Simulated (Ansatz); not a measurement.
## A series in volume scale on BP

Free energy against uniform scaling of the volume at fixed shape and fractions; periodic cell, basis, potentials, k mesh and filling as listed. The results are calculated, by Ansatz 0.2.0.

The cell before it is scaled or strained (space group F-43m, No. 216):
```
CELL_PARAMETERS angstrom
0.00000 2.26900 2.26900
2.26900 0.00000 2.26900
2.26900 2.26900 0.00000
ATOMIC_POSITIONS crystal
B 0.00000 0.00000 0.00000
P 0.25000 0.25000 0.25000
```

Settings of every row: functional PBE; dispersion none; potentials PAW; wave cutoff 500 eV; density cutoff 2000 eV; k mesh 8x8x8; k shift 0x0x0; occupations fixed; smearing width 0 eV; spin none; SCF threshold exponent -9.

```csv
row,volume scale,V (Å³/atom),energy above lowest point (meV/atom)
1,0.94,10.981,29.1
2,0.96,11.214,13.7
3,0.98,11.448,4.2
4,1,11.682,0
5,1.02,11.915,0.7
6,1.04,12.149,?
7,1.06,12.383,14.9
```

Question: what energy above lowest point should row 6 give?

Worked fit of energy above lowest point. Take u = (V_r/V)^(2/3) − 1 with V_r = 11.565 Å³ an atom, which is twice the finite (Eulerian) strain; such expansions in the strain, on which the Birch-Murnaghan equation of state is built, carry the rest volume and the bulk modulus. The shown rows have u = 0.03515, 0.02076, 0.0068, -0.00669, -0.01968, -0.04454. Least squares give energy above lowest point = 1.45 + 306.6 × u + 13658 × u² meV/atom; a straight line predicts inner rows, each left out in turn, worse (root mean square 8.6 against 0.026 meV/atom). All shown rows lie on it to the printed digit. Its lowest point lies at u = -0.0112, or V = 11.76 Å³ an atom, and the curvature there gives the bulk modulus at fixed shape and fractions, B = (4/9)(1 + u)² E″(u)/V = 162 GPa. The withheld row has u = -0.03231, so the fit gives 1.45 + 306.6 × (-0.03231) + 13658 × (-0.03231)² = 5.8 meV/atom.

The calculation gave 5.8 meV/atom. The fit meets it to the printed digit.
